**NMR shieldings of the six kinds of nucleus in methyldisilane**

The table holds GIAO shieldings, their paramagnetic parts, spans and shifts against TMS for CH₃SiH₂SiH₃, from PySCF at wB97X-D/pcSseg-1 (gas phase, non-relativistic, one conformer, PBE0-D3(BJ)/def2-SVP geometry). The program fits nothing: it divides shielding differences into diamagnetic and paramagnetic parts and principal values, and compares the diamagnetic part with a free-atom Lamb estimate from Slater's rules. The estimate is within 3 % of the calculated diamagnetic part for Si and C and about 40 % low for H. The 32.7 ppm gap between the two silicons lies in the paramagnetic part and in the two lower principal values. Among the static methyl hydrogens the two parts vary four to five times more than their sum, so the split carries little meaning for hydrogen.

GIAO NMR shieldings of methyldisilane, CH₃SiH₂SiH₃, from PySCF 2.14.0 at the non-relativistic wB97X-D/pcSseg-1 level with density fitting, in the gas phase at a PBE0-D3(BJ)/def2-SVP geometry. The shift is the shielding of the same element in TMS at the same level less that here, and the span is the highest less the lowest principal value. Equivalent atoms are averaged.

## Program and output

```python
# Table: GIAO NMR shieldings (isotropic, paramagnetic part, span) and shifts against TMS
# of methyldisilane; PySCF, wB97X-D/pcSseg-1, gas phase, non-relativistic.
# Tested: how shielding differences divide into parts and principal values, and a
# parameter-free Lamb estimate (free atom, Slater's rules) of the diamagnetic part.
T = {
    'atom': ['Si1', 'C4', 'Si8', 'H2', 'H5', 'H9'],
    'count': [1, 1, 1, 2, 3, 3],
    'shift': [-71.7, -9.2, -104.4, 3.9, 0.3, 3.5],  # ppm
    'iso': [424.6, 193.7, 457.3, 27.5, 31.1, 27.9],  # ppm
    'para': [-455.6, -60.0, -422.6, -1.8, 0.8, -1.0],  # ppm
    'span': [67, 12, 17, 8, 12, 8],  # ppm
}
import numpy as np
from scipy.constants import alpha
R = {a: {k: float(T[k][i]) for k in ('shift', 'iso', 'para', 'span')} for i, a in enumerate(T['atom'])}
for r in R.values():
    r['dia'] = r['iso'] - r['para']
# Further outputs of the same run, per atom: Si1, 2 H, C4, 3 H, Si8, 3 H
X = np.array([[.70,.18,.49],[.72,.15,1.99],[2.12,.16,.02],[-.19,1.72,-.12],[.30,2.63,.27],[-1.24,1.73,.20],[-.17,1.77,-1.22],[-.38,-1.76,-.27],[-1.77,-1.83,.27],[.36,-3.00,.15],[-.46,-1.75,-1.77]])
iso = np.array([424.6315,27.4756,27.4772,193.7431,30.8717,31.2376,31.2342,457.312,27.9198,27.9059,27.9352])
par = np.array([-455.632,-1.814,-1.818,-59.987,1.85,.255,.325,-422.556,-1.192,-.663,-1.223])
eig = {'Si1': np.array([401.06,404.488,468.346]), 'Si8': np.array([449.58,455.384,466.972]), 'C4': np.array([187.246,195.303,198.681])}
homo, lumo = -9.924939, 1.999123
def dih(i, j, k, l):
    b1, b2, b3 = X[j]-X[i], X[k]-X[j], X[l]-X[k]
    n1, n2 = np.cross(b1, b2), np.cross(b2, b3)
    return abs(np.degrees(np.arctan2(np.linalg.norm(b2)*np.dot(b1, n2), np.dot(n1, n2))))
d = lambda i, j: np.linalg.norm(X[i]-X[j])
# Slater's rules: (electrons, n, effective charge) for each shell of the free atom
sh = {'H': [(1,1,1.0)], 'C': [(2,1,6-.30),(4,2,6-3*.35-2*.85)],
      'S': [(2,1,14-.30),(8,2,14-7*.35-2*.85),(4,3,14-3*.35-8*.85-2)]}
u = alpha**2/3*1e6
part = {e: [u*N*Z/n**2 for N, n, Z in s] for e, s in sh.items()}
print('Rounding of table: 0.05 ppm per value (span 0.5), 0.1 ppm per difference')
print(f'Lamb unit alpha^2/3 = {u:.2f} ppm per unit of <1/r> in 1/bohr')
print('atom, TMS shielding (shift+iso), dia (iso-para), -para/dia, Lamb, Lamb error; ppm')
err = {}
for a, r in R.items():
    L = sum(part[a[0]])
    err[a] = 100*(L/r['dia']-1)
    print(f"{a}: {r['shift']+r['iso']:.1f}, {r['dia']:.1f}, {-100*r['para']/r['dia']:.0f} %, {L:.1f}, {L-r['dia']:+.1f} ({err[a]:+.1f} %)")
w = max(err, key=lambda a: abs(err[a]))
print(f'Worst row of Lamb estimate: {w} ({err[w]:+.0f} %)')
for e, nm in (('S', 'Si'), ('C', 'C')):
    print(f'Lamb {nm} by shell n=1..: ' + ', '.join(f'{p:.0f}' for p in part[e]) + f' ppm; inner shells {100*(1-part[e][-1]/sum(part[e])):.0f} %')
print(f"Ratio Si1/C4: iso {R['Si1']['iso']/R['C4']['iso']:.2f}, dia {R['Si1']['dia']/R['C4']['dia']:.2f}, para {R['Si1']['para']/R['C4']['para']:.1f}")
for a, b in (('Si1','Si8'), ('H2','H5'), ('H9','H5'), ('H2','H9')):
    print(f'{a} - {b} (ppm): ' + ', '.join(f'{k} {R[a][k]-R[b][k]:+.1f}' for k in ('shift','iso','dia','para','span')))
dI, dP = iso[0]-iso[7], par[0]-par[7]
print(f'Si1 - Si8 unrounded: iso {dI:+.2f}, para {dP:+.2f}, dia {dI-dP:+.2f} ppm; para share {100*dP/dI:.0f} %')
for a, e in eig.items():
    print(f"{a} principal values {e[0]:.1f}, {e[1]:.1f}, {e[2]:.1f}; span {e[2]-e[0]:.1f} (table {R[a]['span']:.0f}); gaps {e[1]-e[0]:.1f}, {e[2]-e[1]:.1f} ppm")
de = eig['Si1']-eig['Si8']
print(f'Principal values Si1 - Si8: {de[0]:+.1f}, {de[1]:+.1f}, {de[2]:+.1f}; mean {de.mean():+.1f} ppm')
print(f"Span ratio Si1/Si8: {np.ptp(eig['Si1'])/np.ptp(eig['Si8']):.1f}; HOMO-LUMO gap {lumo-homo:.1f} eV")
print(f'Distances (A): Si1-C {d(0,3):.2f}, Si-Si {d(0,7):.2f}, Si1-H {np.mean([d(0,1),d(0,2)]):.2f}, Si8-H {np.mean([d(7,i) for i in (8,9,10)]):.2f}, C-H {np.mean([d(3,i) for i in (4,5,6)]):.2f}')
for i in (4, 5, 6):
    print(f'CH3 H: Si-Si-C-H {dih(7,0,3,i):.0f} deg, iso {iso[i]:.2f}, dia {iso[i]-par[i]:.2f}, para {par[i]:+.2f} ppm')
for i in (8, 9, 10):
    print(f'SiH3 H: C-Si-Si-H {dih(3,0,7,i):.0f} deg, iso {iso[i]:.2f}, dia {iso[i]-par[i]:.2f}, para {par[i]:+.2f} ppm')
for nm, s in (('CH3', slice(4,7)), ('SiH3', slice(8,11))):
    print(f'Spread in {nm}: iso {np.ptp(iso[s]):.2f}, dia {np.ptp(iso[s]-par[s]):.2f}, para {np.ptp(par[s]):.2f} ppm')
print(f'Mirror-pair mismatch in iso (ppm): SiH2 {abs(iso[1]-iso[2]):.3f}, CH3 {abs(iso[5]-iso[6]):.3f}, SiH3 {abs(iso[8]-iso[10]):.3f}')
print(f'SiH2 - SiH3 shielding unrounded: {iso[1:3].mean()-iso[8:11].mean():+.2f} ppm')
print('1 % of para part (ppm): ' + ', '.join(f"{a} {abs(R[a]['para'])/100:.1f}" for a in ('Si1','Si8','C4')))
r = R['Si8']; ref = r['shift']+r['iso']
print(f"Dividing Si8 shift by (1 - TMS shielding) changes it by {r['shift']/(1-ref*1e-6)-r['shift']:+.2f} ppm")
assert abs(R['Si1']['dia']-R['Si8']['dia']) < 1 and 0.9 < dP/dI < 1.1
assert all(abs(err[a]) < 5 for a in ('Si1','Si8','C4')) and all(err[a] < -30 for a in ('H2','H5','H9'))
assert abs(de[2]) < 3 and de[0] < -40 and de[1] < -40
assert min(R['H2']['shift'], R['H9']['shift']) - R['H5']['shift'] > 3
```

Output:

```
Rounding of table: 0.05 ppm per value (span 0.5), 0.1 ppm per difference
Lamb unit alpha^2/3 = 17.75 ppm per unit of <1/r> in 1/bohr
atom, TMS shielding (shift+iso), dia (iso-para), -para/dia, Lamb, Lamb error; ppm
Si1: 352.9, 880.2, 52 %, 868.8, -11.4 (-1.3 %)
C4: 184.5, 253.7, 24 %, 260.0, +6.3 (+2.5 %)
Si8: 352.9, 879.9, 48 %, 868.8, -11.1 (-1.3 %)
H2: 31.4, 29.3, 6 %, 17.8, -11.5 (-39.4 %)
H5: 31.4, 30.3, -3 %, 17.8, -12.5 (-41.4 %)
H9: 31.4, 28.9, 3 %, 17.8, -11.1 (-38.6 %)
Worst row of Lamb estimate: H5 (-41 %)
Lamb Si by shell n=1..: 486, 350, 33 ppm; inner shells 96 %
Lamb C by shell n=1..: 202, 58 ppm; inner shells 78 %
Ratio Si1/C4: iso 2.19, dia 3.47, para 7.6
Si1 - Si8 (ppm): shift +32.7, iso -32.7, dia +0.3, para -33.0, span +50.0
H2 - H5 (ppm): shift +3.6, iso -3.6, dia -1.0, para -2.6, span -4.0
H9 - H5 (ppm): shift +3.2, iso -3.2, dia -1.4, para -1.8, span -4.0
H2 - H9 (ppm): shift +0.4, iso -0.4, dia +0.4, para -0.8, span +0.0
Si1 - Si8 unrounded: iso -32.68, para -33.08, dia +0.40 ppm; para share 101 %
Si1 principal values 401.1, 404.5, 468.3; span 67.3 (table 67); gaps 3.4, 63.9 ppm
Si8 principal values 449.6, 455.4, 467.0; span 17.4 (table 17); gaps 5.8, 11.6 ppm
C4 principal values 187.2, 195.3, 198.7; span 11.4 (table 12); gaps 8.1, 3.4 ppm
Principal values Si1 - Si8: -48.5, -50.9, +1.4; mean -32.7 ppm
Span ratio Si1/Si8: 3.9; HOMO-LUMO gap 11.9 eV
Distances (A): Si1-C 1.88, Si-Si 2.35, Si1-H 1.50, Si8-H 1.50, C-H 1.10
CH3 H: Si-Si-C-H 178 deg, iso 30.87, dia 29.02, para +1.85 ppm
CH3 H: Si-Si-C-H 57 deg, iso 31.24, dia 30.98, para +0.26 ppm
CH3 H: Si-Si-C-H 63 deg, iso 31.23, dia 30.91, para +0.33 ppm
SiH3 H: C-Si-Si-H 62 deg, iso 27.92, dia 29.11, para -1.19 ppm
SiH3 H: C-Si-Si-H 177 deg, iso 27.91, dia 28.57, para -0.66 ppm
SiH3 H: C-Si-Si-H 57 deg, iso 27.94, dia 29.16, para -1.22 ppm
Spread in CH3: iso 0.37, dia 1.96, para 1.60 ppm
Spread in SiH3: iso 0.03, dia 0.59, para 0.56 ppm
Mirror-pair mismatch in iso (ppm): SiH2 0.002, CH3 0.003, SiH3 0.015
SiH2 - SiH3 shielding unrounded: -0.44 ppm
1 % of para part (ppm): Si1 4.6, Si8 4.2, C4 0.6
Dividing Si8 shift by (1 - TMS shielding) changes it by -0.04 ppm
```
